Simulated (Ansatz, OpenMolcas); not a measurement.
Computed against measured: dipole moment

8 molecules with halogens; the dipole moment in D, computed less measured. Shapes, held fixed at every level: PBE0-D4/def2-TZVP. No vibrational averaging. Dipoles are compared by magnitude; molecules under 1 D, whose direction can flip, are left out. Programs: Ansatz 0.2.0, OpenMolcas 26.06. Measured values: NIST CCCBDB.

Levels: A = B3LYP/6-31G* (spherical functions); B = B3LYP-D4/def2-TZVPP; C = wB97M-V/def2-TZVPP.

```
                      molecule  measured      A      B      C
      CH2Cl2 (dichloromethane)      1.60  +0.21  +0.03  +0.03
  CH2ClF (chlorofluoromethane)      1.82  +0.03  -0.04  -0.04
            CH3Br (SMILES CBr)      1.81  +0.20  +0.08  +0.08
            CH3Cl (SMILES CCl)      1.87  +0.14  +0.01  +0.01
       CHBrF2 (SMILES FC(F)Br)      1.50  -0.11  -0.13  -0.13
    SCl2O2 (sulfuryl chloride)      1.81  -0.33  +0.05  +0.14
  C2H2F2 (vinylidene fluoride)      1.38  -0.43  -0.21  -0.24
C2H3F3 (1,1,1-trifluoroethane)      2.32  -0.31  -0.03  -0.04
```

Q: Sum up the errors.

A: 
```tsv
level	kind	mean error	mean absolute error	worst case
B3LYP/6-31G* (spherical functions)	global hybrid	-0.075	0.220	C2H2F2
B3LYP-D4/def2-TZVPP	global hybrid	-0.030	0.072	C2H2F2
wB97M-V/def2-TZVPP	range-separated hybrid	-0.024	0.089	C2H2F2
```

On this set B3LYP-D4/def2-TZVPP has the smallest mean absolute error and B3LYP/6-31G* (spherical functions) the largest. No level errs clearly to one side. The smallest two are near a tie. Relativity is left out for Br. The set is small.

The basis set matters more here than the functional. At fixed geometry the D4 term leaves the density untouched, so the change from the first B3LYP level to the second is a basis effect. The smaller basis makes the dipoles of the chloro- and bromomethanes without fluorine too large, and those of the two molecules with fluorine as the only halogen too small. It probably lacks the flexibility to describe compact, electron-rich fluorine and the softer chlorine and bromine evenly. In CH2ClF the two errors seem largely to cancel. In sulfuryl chloride the S–O and S–Cl bond dipoles oppose each other, so a small imbalance between them shows strongly in the total.

Vinylidene fluoride remains too low with both functionals in the larger basis. There, π donation from fluorine counteracts σ withdrawal, making the dipole a delicate balance, and missing diffuse functions may contribute. The slight lead of B3LYP over wB97M-V in that basis comes mostly from sulfuryl chloride and doesn't establish a general advantage for halogenated molecules.
